How much energy does it take to strip part of a 4d electron from a niobium ion, how far does the 4d level drop in the process, and how much of the answer depends on the spin of what is removed? For the spin-polarised LDA atom tabulated here, four constants and a short polynomial answer all three to a few hundredths of an eV.

Niobium ions from Nb³⁺ to Nb⁺, [Kr] 4d² to 4d⁴, computed with Quantum ESPRESSO 7.5 (ld1.x) as spherical all-electron atoms: scalar-relativistic, spin-polarised Kohn-Sham LDA (Slater exchange, Perdew-Wang correlation), point nucleus. Occupations and eigenvalues are those of the 4d shell; total energies are relative to Nb⁺ with two 4d electrons of each spin.

```tsv
spin up occupation (electrons)	spin down occupation (electrons)	energy less that of the fullest case (eV)	spin up eigenvalue (eV)	spin down eigenvalue (eV)
1.000	1.000	39.208	-30.792	-30.792
1.250	1.000	31.876	-27.877	-27.698
1.250	1.250	25.307	-24.873	-24.873
1.500	1.000	25.264	-25.039	-24.695
1.500	1.250	19.433	-22.131	-21.965
1.500	1.500	14.274	-19.323	-19.323
1.750	1.000	19.350	-22.286	-21.786
1.750	1.250	14.234	-19.478	-19.157
1.750	1.500	9.7633	-16.778	-16.624
1.750	1.750	5.9134	-14.193	-14.193
2.000	1.000	14.114	-19.621	-18.978
2.000	1.250	9.6861	-16.921	-16.457
2.000	1.500	5.8763	-14.336	-14.039
2.000	1.750	2.6573	-11.874	-11.732
2.000	2.000	0	-9.547	-9.547
```

The two occupations n↑ and n↓ fix the 4d count N = n↑ + n↓ and the moment m = n↑ − n↓. The column "energy less that of the fullest case", called E, is measured from the last row, and the eigenvalues ε↑ and ε↓ are the Kohn-Sham 4d levels. A row is named n↑/n↓. Only 2.000/2.000 is Nb⁺. The others have lost q = 4 − N electrons, so the first row is Nb³⁺ and most rows carry a fractional charge, which is a device of the theory and not a state of one ion. The energy jumps up at the start of the 1.750 and 2.000 blocks because N drops there.

## From 1.000/1.000 to the 1.250 rows: charge first, spin second

The first row lies 39.208 eV above the last, and its level lies at −30.792 eV against −9.547 eV. Both rows have zero moment, so this span belongs to electron removal alone.

The second row adds a quarter of an up electron. The up level rises by 30.792 − 27.877 = 2.915 eV and the down level by 30.792 − 27.698 = 3.094 eV. Both rise by nearly the same amount, since the added charge repels electrons of either spin. The up level rises 0.179 eV less, because exchange keeps electrons of like spin apart and so reduces their repulsion. These two responses are the whole content of the rule.

Counting pairs gives its form. If every pair of 4d electrons costs a repulsion and every pair of like spin regains an average exchange energy J, the exchange part is −J[n↑(n↑ − 1) + n↓(n↓ − 1)]/2. With n↑² + n↓² = (N² + m²)/2 this becomes −J m²/4 plus terms in N alone. Symmetry says the same more generally: swapping up and down cannot change the energy, so the leading spin term is quadratic in m. The part that depends on charge is expanded in q. With I as the LDA counterpart of J:

E = a q + U q²/2 + c q³/6 − I m²/4

Janak's theorem states that an eigenvalue is the slope of the energy with respect to its own occupation. Adding an up electron lowers q and raises m; adding a down electron lowers both. Therefore

ε↑ = −(a + U q + c q²/2) − I m/2, ε↓ = −(a + U q + c q²/2) + I m/2

Here a is the depth of the level in Nb⁺, U + c q is the rate at which the level sinks per electron removed, and I is the splitting ε↓ − ε↑ per unit moment. Janak's theorem is built into Kohn-Sham theory, so agreement between energies and eigenvalues tests only whether the polynomial is long enough.

## The 1.500 rows: fixing the constants and a first estimate

Row 1.500/1.500 is unpolarised Nb²⁺, midway in charge between the first and last rows. Those three unpolarised eigenvalues, at q = 0, 1 and 2, determine the parabola exactly:

- a = 9.547, kept as 9.55 eV
- c = 30.792 − 2 × 19.323 + 9.547 = 1.693, kept as 1.69 eV
- U = (19.323 − 9.547) − 1.693/2 = 8.93 eV

The splitting in 2.000/1.000, where m = 1, gives I = 19.621 − 18.978 = 0.643, kept as 0.64 eV. No energy enters this calibration.

Row 1.500/1.000 took no part in it. Here q = 1.5 and m = 0.5. The four energy terms are 9.55 × 1.5 = 14.325, 8.93 × 2.25/2 = 10.046, 1.69 × 3.375/6 = 0.951 and 0.64 × 0.25/4 = 0.040, so E = 14.325 + 10.046 + 0.951 − 0.040 = 25.282 eV. The table has 25.264 eV; the rule is 0.018 eV high.

The centre of the two levels is −(9.55 + 8.93 × 1.5 + 1.69 × 2.25/2) = −24.846 eV, and the spin term moves them by ∓0.160 eV to −25.006 and −24.686 eV. The table has −25.039 and −24.695 eV. The up level is missed by more than the down level because the true splitting per unit moment at this charge is 0.688 eV, above the 0.64 eV taken from N = 3.

The size of the terms shows what may be dropped. The curvature term is about two thirds of the linear one, the cubic term is near 1 eV, and spin is a few hundredths of an eV. Row 1.250/1.250 has the same N with zero moment and lies only 0.043 eV higher.

## The 1.750 rows: what sets the slope, and why it is not constant

Between 1.000/1.000 and 1.750/1.750 the shell gains 1.5 electrons at zero moment and the 4d level rises by 16.60 eV. The same two calculations put the rise of the 1s level at 19.59 eV. A level that barely overlaps the 4d shell moves more than the 4d level itself, and electrostatics accounts for this. A spherical shell of charge produces a constant potential inside itself, equal to its electron number times its ⟨1/r⟩, and the 1s electron sits inside almost everything.

The mean inverse radii of these two runs allow the sum to be done. With the 4d orbital frozen at its Nb³⁺ value of 0.766 bohr⁻¹, the added charge would lift the interior by 1.5 × 0.766 = 1.149 hartree, or 31.3 eV at 27.21 eV per hartree. In fact the orbital swells, its mean radius going from 1.713 to 1.948 bohr, and the shell contributes 3.5 × 0.6857 − 2 × 0.7661 = 0.868 hartree.

The core yields too. The 4p shell gives 6 × (1.0360 − 1.0554) = −0.116 hartree, the 4s shell 2 × (1.1780 − 1.1889) = −0.022, and the same products for the n = 3 shells add to −0.015. The total is 0.868 − 0.116 − 0.022 − 0.015 = 0.715 hartree, or 19.5 eV, within about 0.1 eV of the computed 1s shift. For this pair of rows the numbers thus show that the 1s shift is almost wholly electrostatic and that relaxation removes more than a third of the frozen-orbital value.

The 4d level moves less than the 1s level for a reason that theory supplies: a 4d electron spends part of its time outside the added charge, where the potential has already fallen off as 1/r, and exchange and correlation lower the repulsion further. The slope in the rule is therefore a relaxed, screened repulsion, well below the bare repulsion of a frozen orbital.

That slope changes along the unpolarised rows. Differences between neighbours half an electron apart give 11.84, 11.10, 10.26 and 9.29 eV per electron at N = 2.25, 2.75, 3.25 and 3.75. A fuller shell is larger, and its electrons repel each other less. Size alone does not give the amount, however. From N = 2 to N = 3.5 the ratio of ⟨1/r⟩ is 1.117, while the ratio of the rule's slopes is 12.31/9.78 = 1.259. A likely reason is that a fuller, more loosely bound shell also relaxes more per added electron; the table does not isolate that part.

The c term carries this change of slope, and it cannot be left out. A constant slope drawn through the two end eigenvalues, (30.792 − 9.547)/2 = 10.62 eV, misses the energy of the first row by 1.13 eV and the worst eigenvalue by 0.87 eV. Even a least-squares fit of a, U and I to all 15 energies and 30 eigenvalues with equal weights leaves a worst error of 0.61 eV.

The four slopes fall by 0.74, 0.84 and 0.97 in turn, whereas the rule lets them fall by c/2, about 0.85, each time. This leaves a pattern. The rule's unpolarised eigenvalue is pinned at q = 0, 1 and 2; in between, it lies 0.033 eV too deep at 1.750/1.750 and 0.027 eV too shallow at 1.250/1.250. Since the energy is the integral of −ε, its error builds up to just over 0.02 eV near q = 1 and then largely cancels by q = 2. The largest energy error, 0.024 eV, falls in this block, at 1.750/1.000.

## The 2.000 rows: spin at fixed charge

The splitting of the levels can be read within a single row, but the spin part of the energy shows directly only between rows of equal N. At N = 3 the rows 1.500/1.500, 1.750/1.250 and 2.000/1.000 have energies 14.274, 14.234 and 14.114 eV. The lowering is 0.040 eV at m = 0.5 and 0.160 eV at m = 1, a factor of four for a doubled moment, while the splitting goes from 0.321 to 0.643 eV, a factor of two. Inverting the energy term gives I = 4 × 0.160 = 0.640 eV, equal to the value from the splitting within the 0.004 eV that the printed digits allow.

The calculation at N = 3.5 indicates where the gain arises. Going from 1.750/1.750 to 2.000/1.500 lowers the total by 0.0371 eV, and the exchange-correlation energy moves from −114.2562 to −114.2579 hartree, which is 0.0017 × 27.21 = 0.046 eV. This has the right sign and size for exchange stabilisation, but the books do not close on one term. The density contracts slightly, the Hartree energy rises by 0.008 hartree, several times the net gain, and the kinetic and nuclear terms must cancel most of that. Such cancellation is normal, because a small relaxation changes a variational total only in second order while it changes each part in first order.

I itself falls as the shell fills, from 0.716 eV at 1.250/1.000 to 0.568 eV at 2.000/1.750; a straight line through the ten polarised rows has slope dI/dN = −0.097 eV per electron. At equal N, different moments give the same I within rounding. Two causes point this way. A swelling shell spreads its moment over more space, and the LDA exchange potential grows only as the cube root of the density, so a given moment splits the levels less where the total density is higher. The table does not separate the two.

A varying I has a consequence that the table confirms. Differentiating −I(N) m²/4 with respect to N adds −(dI/dN) m²/4 to both levels, +0.024 eV at m = 1. The mean of the two levels of 2.000/1.000 is −19.2995 eV, which is 0.0235 eV above the unpolarised −19.323 eV.

This row is the second estimate. With q = 1 and m = 1, E = 9.550 + 4.465 + 0.282 − 0.160 = 14.137 eV against 14.114 eV, high by 0.023 eV. The levels are −19.325 ∓ 0.320, or −19.645 and −19.005 eV, against −19.621 and −18.978 eV. The splitting agrees by construction, since this row supplied I; the energy was not used. Both levels are too deep by about the shift just derived, which the rule omits.

## Down to 2.000/2.000: an eigenvalue is not a removal energy

The last block removes one down electron in quarters. The whole step costs 14.114 eV, yet the level of Nb⁺ lies at only −9.547 eV, because the level sinks as it empties. Taking −ε as the removal energy is short by 4.567 eV, a third of the cost, and this shortfall is essentially U/2.

Slater's transition state repairs this with no constants at all: removal energy ≈ q × (−ε at q/2). Inserting the polynomial, the a and U terms match exactly and the c terms leave c q³/6 − c q³/8 = c q³/24. Row 2.000/1.500 gives 14.039 eV, low by 0.075 eV where c/24 is 0.070 eV. For two electrons, 2 × 19.323 = 38.646 eV is low by 0.562 eV against 39.208 eV, where 8c/24 is 0.563 eV. The shortcut serves for one electron and degrades with the cube of the step.

Simpson's rule on three levels, (9.547 + 4 × 19.323 + 30.792)/3 = 39.210 eV, lands within 0.002 eV. Apart from the rounding of the constants this is the rule's own value at q = 2, and it flatters the rule: Simpson's formula is exact even for a cubic eigenvalue, so the missing term cancels at this one point.

The curvature that makes all this necessary belongs to LDA at fractional charge. The exact ground-state energy runs in straight segments between whole electron numbers, with a constant slope on each. Row 2.000/1.500 lies at 5.8763 eV, which is 1.181 eV below the midpoint 14.114/2 = 7.057 eV. On this path q = m, so the rule gives a sag of (U − I/2)/8 + c/16 = 1.076 + 0.106 = 1.182 eV. This is the delocalisation error, which stems from the self-interaction of a fraction of an electron that repels itself. The end points are low-spin configurations and not LDA ground states, but the sag is set by U, with spin contributing I/16, or 0.04 eV.

The spin term has a similar double reading. Free Nb⁺, Nb²⁺ and Nb³⁺ are high-spin, with moments 4, 3 and 2, and −I m²/4 is how LDA expresses that Hund's-rule preference. An exact functional without spin-orbit coupling would behave differently: any smaller moment can be made by mixing the degenerate spin components of the high-spin term, so the lowest energy at fixed N would not depend on m. Measured by that condition, the curvature in m is the static-correlation error of LDA. This is an argument from theory, not a comparison the rows make.

## Accuracy and range

Over the table the rule misses the energies by 0.017 eV rms and 0.024 eV at worst, always on the high side and never by more than 0.22 % of the tabulated energy. It misses the eigenvalues by 0.024 eV rms, the worst being the up level of 2.000/1.500 at 0.050 eV too deep, where the errors in curvature and in I add. These misses are well above the last printed digit, so they are real structure. An equal-weight least-squares fit to all energies and eigenvalues with a q⁴ term and an I linear in q, six constants in all, reduces the worst miss to about 0.002 eV, which shows that the two omissions named above account for nearly all of it.

In that fit U becomes 8.78 eV and c becomes 2.15 eV. The constants shift because the added term takes over part of their work. What the data fix well is the whole local slope inside the range, which is U + c q in the rule and has a further q² term in the fit. The missing term also limits extrapolation in charge. Calibrating on the unpolarised rows at q = 0, 0.5 and 1 gives U = 8.81 and c = 1.94 eV, and one electron further out, at q = 2, the level comes out 0.24 eV too deep and the energy 0.08 eV too high. Towards the neutral atom the slope is dropping ever faster, so the rule should place the level too high there, and the 5s shell begins to compete for the electron.

In spin the rule is established only up to m = 1. Carried to m = 4 the term would be roughly 2 eV for Nb⁺, and it would raise the step to high-spin Nb²⁺ by roughly I(16 − 9)/4, about 1 eV; both are orders of magnitude, since higher powers of m enter once the down channel empties. The energies are thus not ground-state ionisation energies. Against a real ion the spherical average also hides term splittings of order 1 eV and 4d spin-orbit splittings of order 0.1 eV (rough, recalled sizes), both larger than the error of the rule. The rule reproduces this model atom, not the spectrum.

The form carries over to neighbours; the constants do not. The 3d shell of vanadium has no radial node and is more compact, so both the slope and I should be larger, while the more diffuse 5d shell of tantalum should have both smaller and a stronger need for spin-orbit coupling. Molybdenum at the same charge pulls its 4d shell in and should have a somewhat larger slope; for I the contraction and the extra 4d electron work against each other. A scan of the wide 5s shell would give a smaller slope. Scaling with 1/r gives the direction of the slope in each case but, judging by the mismatch of ratios within this series, not the size. A gradient-corrected functional keeps a similar convex curve in N, whereas Hartree-Fock, free of one-electron self-interaction, typically bends the other way when a single orbital is emptied, so its constants could not be borrowed from these.
